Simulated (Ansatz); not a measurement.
# A series in volume scale on Al

Results calculated with Ansatz 0.2.0, not measured. Plane-wave DFT, scalar-relativistic PAW made under PBE with cores redone for the functional, no dispersion; the given relaxed cell is scaled uniformly, energy at zero smearing counts from the unscaled cell, pressure at the given Fermi-Dirac smearing is positive in compression.

The cell before it is scaled or strained (space group P6_3/mmc, No. 194):
```
cell vectors (Å)
   2.8295     0.0000     0.0000
  -1.4147     2.4504     0.0000
   0.0000     0.0000     9.3713
atoms (fractions of the cell vectors)
Al  1.00000  0.00000  1.00000
Al  1.00000  0.00000  0.50000
Al  0.33333  0.66667  0.25000
Al  0.66667  0.33333  0.75000
```

Settings of every row: spin polarised no; functional PBEsol; wave cutoff 420 eV; smearing width 0.1 eV; k mesh 14x14x4.

Atom starting moment: 0 on all atoms.

Limits: the cell comes from a prototype or a list of computed structures and needn't be the stable phase.

| row | volume scale | V (Å³/atom) | pressure (GPa) | energy change per atom (meV) |
| --- | --- | --- | --- | --- |
| 1 | 0.88 | 14.295 | 13.79 | 73.67 |
| 2 | 0.92 | 14.944 | 8.15 | 29.87 |
| 3 | 0.96 | 15.594 | 3.61 | 6.67 |
| 4 | 1.04 | 16.894 | -2.94 | 6.57 |
| 5 | 1.08 | 17.543 | ? | ? |
| 6 | 1.12 | 18.193 | -7.12 | 49.34 |

Question: what pressure and energy change per atom should row 5 give?

Worked fit of pressure. Take u = (V_r/V)^(2/3) − 1 with V_r = 15.594 Å³ an atom, which is twice the finite (Eulerian) strain; such expansions in the strain, on which the Birch-Murnaghan equation of state is built, carry the rest volume and the bulk modulus. The shown rows have u = 0.0597, 0.02879, 0, -0.05198, -0.09766. Least squares give pressure = 3.63 + 147.07 × u + 380.8 × u² GPa; a straight line predicts inner rows, each left out in turn, worse (root mean square 1.1 against 0.059 GPa). The rows lie off it by 0.02, -0.03, -0.02, 0.05, -0.02 (root mean square 0.03 GPa). The pressure vanishes at u = -0.0265, or V = 16.24 Å³ an atom, and there the bulk modulus at fixed shape and fractions is B = −V dP/dV = (2/3)(1 + u) dP/du = 82.3 GPa. Letting shape and atoms relax would as a rule lower it, by much in layered, chain or molecular crystals. The withheld row has u = -0.07551, so the fit gives 3.63 + 147.07 × (-0.07551) + 380.8 × (-0.07551)² = -5.30 GPa.

The calculation gave -5.27 GPa. The fit lies 0.03 GPa (0.14 % of the column's range) below it; its largest miss of a shown row is 0.05 GPa.

Worked fit of energy change per atom. Take u = (V_r/V)^(2/3) − 1 with V_r = 15.594 Å³ an atom, which is twice the finite (Eulerian) strain; such expansions in the strain, on which the Birch-Murnaghan equation of state is built, carry the rest volume and the bulk modulus. The shown rows have u = 0.0597, 0.02879, 0, -0.05198, -0.09766. Least squares give energy change per atom = 6.844 + 526.5 × u + 9866 × u² meV; a straight line predicts inner rows, each left out in turn, worse (root mean square 28 against 0.57 meV). The rows lie off it by 0.23, -0.31, -0.17, 0.44, -0.18 (root mean square 0.28 meV). The withheld row has u = -0.07551, so the fit gives 6.844 + 526.5 × (-0.07551) + 9866 × (-0.07551)² = 23.34 meV.

The calculation gave 23.76 meV. The fit lies 0.42 meV (1.8 % of the value, 0.63 % of the column's range) below it; its largest miss of a shown row is 0.44 meV.
